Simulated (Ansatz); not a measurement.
# BSiH4 (SMILES B[SiH2]): the energy, rung by rung

The species is BSiH4 (6 atoms), meant as a doublet with charge 0. SMILES: `B[SiH2]`. The shape is that of a GFN2-xTB optimisation.

```xyz
6

B    -0.0037   -1.0372    0.1147
Si    0.0044    0.8296   -0.0920
H    -0.7310   -1.5643    0.8763
H     0.7175   -1.7251   -0.5125
H     0.8281    1.6590   -0.9881
H    -0.8153    1.8380    0.6016
```

Each level gives the energy change with the B1–H3 bond stretched from 1.178 to 1.766 Å (eV). The values are calculated.

| level | kind | program | value (eV) | less FCI/STO-3G |
| --- | --- | --- | --- | --- |
| USVWN5/STO-3G | LDA | Ansatz | 2.53 | +0.14 |
| UPBE/STO-3G | GGA | Ansatz | 2.43 | +0.04 |
| U-r2SCAN/STO-3G | meta-GGA | Ansatz | 2.60 | +0.21 |
| U-r2SCAN0/STO-3G | hybrid meta-GGA | Ansatz | 2.79 | +0.40 |
| UHSE06/STO-3G | range-separated hybrid | Ansatz | 2.68 | +0.29 |
| UB2PLYP/STO-3G | double hybrid | Ansatz | 2.68 | +0.29 |
| RPA@PBE/STO-3G | RPA | Ansatz | 2.36 | -0.03 |
| UMP2/STO-3G | perturbation theory | Ansatz | 2.90 | +0.51 |
| UCCSDT/STO-3G | coupled cluster or CI | Ansatz | 2.39 | 0.00 |
| FCI/STO-3G | exact in the basis | Ansatz | 2.39 | 0.00 |

FCI/STO-3G is exact within its basis and frozen core, so for wave-function methods in that basis the difference is their error; functionals converge differently with the basis, so for them it is only a difference. The first shape isn't each level's own minimum. The values span 2.36 to 2.90 eV. Spin contamination of the reference (⟨S²⟩ at least 0.1 too high) touches UMP2/STO-3G, UCCSDT/STO-3G. All rows use very small basis sets, so even the best lies far from the true value.

Stretching the B–H bond brings its σ and σ* orbitals closer together, so left-right correlation matters more than at the starting geometry. The unpaired electron, largely on silicon, adds to the difficulty: the loosening bond pair can recouple with it, leaving three electrons whose spin coupling a single determinant describes poorly. UMP2 overshoots the exact result by 0.51 eV, probably because low-order perturbation theory cannot repair such a reference, whereas the iterative treatment through triples in UCCSDT recovers the FCI value to the printed precision.

Among the functionals, admixing exact exchange raises the stretching cost, from 2.43 eV with PBE to 2.68 eV with HSE06 and from 2.60 eV with r2SCAN to 2.79 eV with r2SCAN0. This suggests that semilocal exchange mimics some of the left-right correlation that exact exchange lacks. The closeness of PBE and RPA to FCI may therefore owe something to error cancellation. A single partial stretch does not give the B–H dissociation energy.
